## Question

A body-centred cubic (bcc) crystal of platinum is stretched or squeezed along one cube axis while its volume is held fixed. The axial ratio compares length along the axis with length across it, set to 1 for bcc; at 1.414 the same lattice is face-centred cubic (fcc). The energy change is counted from bcc, and the pressure is positive in compression.

Bcc platinum with a = 3.168 Å, a cell not relaxed at this level, is strained along [001] at fixed volume in Ansatz 0.2.0, using scalar-relativistic plane-wave PAW and PBEsol without spin polarisation. The cutoff is 420 eV, the k mesh 24×24×24 and the Gaussian smearing 0.15 eV. Energy changes are differences in free energy from bcc.

```
axial ratio (over its starting value)  energy change (meV/atom)  pressure (GPa)
                                 0.65                         ?               ?
                                0.707                         ?               ?
                                 0.78                     -96.0          -10.03
                                 0.85                     -77.3          -11.84
                                 0.92                     -22.5          -11.27
                                    1                       0.0          -10.92
                                  1.1                     -22.2          -11.41
                                  1.2                     -58.2          -12.31
                                  1.3                     -88.6          -13.25
                                1.414                    -104.4          -13.76
```

Squeezing the crystal to 0.78 lowers its energy. Decide whether the energy goes on falling at stronger squeezing. Predict energy and pressure at 0.707 and 0.65, with honest ranges.

## Model answer

**Limiting cases.** By symmetry the energy curve is level at bcc, and the table shows that this level point is a maximum. If the axial ratio goes towards zero, atoms along the axis are driven into each other and the energy must climb steeply. A curve that first falls and finally climbs has a minimum in between. At large ratios the atoms across the axis crowd instead, and the minimum on that side is fcc.

A marble on a hump between two walls behaves alike: it has a resting place on each side. The comparison covers only the existence of two minima along this one path. It gives neither their depths nor their stability against sideways motion, that is, against other distortions.

**Where the wall begins.** At fixed volume the distance $d$ between neighbours along the axis is 3.168 Å times the axial ratio to the power 2/3. In bcc these two neighbours stand further off than the eight nearest ones. Between 0.85 and 0.78 they become the closest of all, while the eight hardly move. Further squeezing therefore loads one short contact, where the overlap of the two atoms' electron clouds is expected to repel roughly exponentially.

**A simple model.** Let $r$ be the axial ratio and $E$ the energy change in meV per atom. Measured from the row at 0.78,

$$E = -96.0 + b\,\ln\frac{r}{0.78} + k\,(u-1),\qquad u=e^{(d_{0.78}-d)/0.26\,\text{Å}} .$$

The term with $k$ is the short contact, with a rough, recalled decay length. The term with $b$ stands for everything that favours squeezing. The rows at 0.85 and 0.92 fix both constants:

$$18.7 = 0.0859\,b - 0.456\,k,\qquad 73.5 = 0.1651\,b - 0.699\,k .$$

With unrounded coefficients, $b \approx 1346$ and $k \approx 212.6$. The curve passes exactly through these three rows, so its agreement there is no test.

**Worked estimate for 0.707.** The axial distance shrinks from 2.684 to 2.514 Å, which makes $u \approx 1.925$. Hence

$$E \approx -96.0 - 132.2 + 196.6 \approx -32 .$$

The pressure is continued with the same form, as an empirical step.

**Forecast.**

- At 0.707: energy −32 meV/atom, range −90 to +30; pressure −2.9 GPa, range −7 to +2.
- At 0.65: energy +139 meV/atom, range 0 to +300; pressure +10.2 GPa, range 0 to +20.

There should be a second minimum near 0.79. The energy at 0.707 should lie above that at 0.78 but probably still below bcc, and at 0.65 above bcc. The tension should be mostly gone at 0.707 and turned into compression at 0.65.

The ranges are judgements. Continued the other way to bcc, the curve misses the computed energy by about 60 meV per atom, which sets the scale at 0.707; the range is wider further out. A parabola in $\ln r$ through the same three rows, which lets the contact harden no further, gives lower energies at both points.

The withheld rows as computed:

```
axial ratio (over its starting value)  energy change (meV/atom)  pressure (GPa)
                                 0.65                     453.6           13.46
                                0.707                      69.0           -1.45
```

## Remarks on the reasoning

**What was right.** The energy at 0.707 lies above that at 0.78, so a second minimum lies between 0.707 and 0.85. The computed stresses narrow this to between 0.78 and 0.85. At 0.78 the tension along the axis (about 5 GPa) is weaker than across it (about 12 GPa), so the cell would lengthen along the axis. At 0.85 it is stronger (about 19 against 8 GPa), so the cell would shorten. Both pressures fall within their ranges, and tension does give way to compression. Those ranges were wide, however, and both computed pressures are higher than forecast.

**What was wrong.** Both energies lie above their ranges. At 0.707 the crystal is already 69 meV per atom above bcc, where the forecast had it probably still below. At 0.65 the computed 453.6 is more than three times the predicted value. The wall was foreseen, but it is much steeper than the model made it.

**Why the wall came out too soft.** A useful measure is the stiffness, the second derivative of the energy with respect to $\ln r$. Around 0.78 and 0.707 the computed rows give about 21 and 32 eV per atom, whereas the forecast curve, treated in the same way, gives only about 9.5 and 15. The growth from one point to the next is similar, but the level is too low by half. The exponential form thus did tolerably well; its strength $k$ did not.

The likely reason is the choice of rows that fixed $k$. Around 0.92 the energy curve still bends downward, as it does at the bcc maximum, and around 0.85 it bends upward only weakly. The model has no term for the downward bend, which therefore cancelled part of the upward bend that belongs to the short contact. This division is an interpretation, since the table holds only total energies.

**Why the ranges were too narrow.** Their scale came from a miss on the bcc side, where the energy curve is gentle. On the wall side, an error in the strength of the repulsion is itself magnified exponentially. A fair range would have allowed for a repulsion more than twice as strong, which would have reached much further upward than downward.

**What the second minimum means.** It lies about where the two axial neighbours have come as close as the eight others, so that each atom has ten contacts of nearly equal length. For a similar metal whose bcc form is also a maximum on this path, this suggests a first place to look for a second minimum, but one crystal does not show that the rule is general.

A parabola through the rows at 0.707, 0.78 and 0.85 puts the bottom near 0.8, about level with fcc. Which of the two is lower at this volume cannot be settled here: the rows are widely spaced, extrapolating the smearing to zero raises fcc by about 5 meV per atom relative to bcc but the row at 0.78 by less than 1, and spin–orbit coupling is left out. The volume is also held at a stretched value, and since fcc is under the stronger tension it is expected to gain more when the volume is released. The minimum is no evidence of a usable second form of platinum, because another distortion may lead downhill from it. The printed analysis below lists the distances, both curves and their misses.

Numerical output:

```
Distances and local curves through 0.78, 0.85 and 0.92:
    row  axial distance (Å)  distance to the eight (Å)  short-contact energy (meV/atom)  parabola energy (meV/atom)  short-contact pressure (GPa)
   0.65               2.377                      2.846                            139.1                       5.028                         10.16
  0.707               2.514                      2.811                           -31.67                      -65.31                        -2.859
   0.78               2.684                      2.779                              -96                         -96                        -10.03
   0.85               2.843                      2.759                            -77.3                       -77.3                        -11.84
   0.92               2.997                      2.748                            -22.5                       -22.5                        -11.27
    1.0               3.168                      2.744                            58.84                       74.22                        -9.265
    1.1               3.376                      2.749                            168.9                       233.8                        -5.957
    1.2               3.577                      2.765                            277.9                       425.1                        -2.426
    1.3               3.774                      2.788                              382                       639.5                         1.047
  1.414               3.991                      2.822                            493.3                       904.4                         4.811
bcc above fcc (meV/atom): 104.4
Row 0.78 above fcc (meV/atom): 8.4
Axial ratio at the forecast second minimum: 0.7902
Computed energy at 0.707 less that at 0.78 (meV/atom): 165
Computed energy at 0.65 less that at 0.707 (meV/atom): 384.6
Short-contact forecast less computed energy at 0.707 (meV/atom): -100.7
Short-contact forecast less computed energy at 0.65 (meV/atom): -314.5
Parabola less computed energy at 0.707 (meV/atom): -134.3
Parabola less computed energy at 0.65 (meV/atom): -448.6
Forecast less computed pressure at 0.707 (GPa): -1.409
Forecast less computed pressure at 0.65 (GPa): -3.297
Stiffness around 0.85, second derivative in ln(ratio) (eV/atom): 5.753
Stiffness around 0.78, second derivative in ln(ratio) (eV/atom): 20.59
Stiffness around 0.707, second derivative in ln(ratio) (eV/atom): 31.77
```
